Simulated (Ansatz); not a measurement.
# Hf: pressure against volume per atom

All results are calculated (Ansatz 0.2.0). Periodic Kohn-Sham DFT of a crystal at fixed atoms; pressure and stress are positive in compression; the energy is the free energy less that of spherical unpolarised free atoms; site moments are those in the method's own spheres, positive along +z.

Cell of the first row (space group Fm-3m, No. 225):
```
CELL_PARAMETERS angstrom
0.00000 2.17470 2.17470
2.17470 0.00000 2.17470
2.17470 2.17470 0.00000
ATOMIC_POSITIONS crystal
Hf 0.00000 0.00000 0.00000
```

Settings of every row: method all-electron PAW; functional PBEsol; relativity scalar; k mesh 16x16x16; filling fermi-dirac; smearing width 0.03 eV; nucleus gaussian.

Atom start moment: 0 on all atoms.

Limits: no spin-orbit coupling on heavy atoms.

```csv
row,volume per atom (Å³),pressure (GPa)
1,20.569,5.491
2,21.007,2.898
3,21.444,?
4,21.663,-0.557
5,21.882,-1.596
6,22.101,-2.585
7,22.32,-3.525
8,22.757,-5.28
9,23.195,-6.891
```

Question: what pressure should row 3 give?

Worked fit of pressure. Take u = (V_r/V)^(2/3) − 1 with V_r = 21.992 Å³ an atom, which is twice the finite (Eulerian) strain; such expansions in the strain, on which the Birch-Murnaghan equation of state is built, carry the rest volume and the bulk modulus. The shown rows have u = 0.04561, 0.03102, 0.0101, 0.00335, -0.00329, -0.00982, -0.02254, -0.03488. Least squares give pressure = −2.0974 + 149.807 × u + 361.98 × u² GPa; a straight line predicts inner rows, each left out in turn, worse (root mean square 0.19 against 0.0092 GPa). The rows lie off it by 0.003, 0.000, -0.010, -0.005, 0.001, 0.009, 0.010, -0.009 (root mean square 0.007 GPa). The pressure vanishes at u = 0.0136, or V = 21.55 Å³ an atom, and there the bulk modulus at fixed shape and fractions is B = −V dP/dV = (2/3)(1 + u) dP/du = 108 GPa. The withheld row has u = 0.01696, so the fit gives −2.0974 + 149.807 × (0.01696) + 361.98 × (0.01696)² = 0.547 GPa.

The calculation gave 0.538 GPa. The fit lies 0.009 GPa (1.7 % of the value, 0.073 % of the column's range) above it; its largest miss of a shown row is 0.010 GPa.
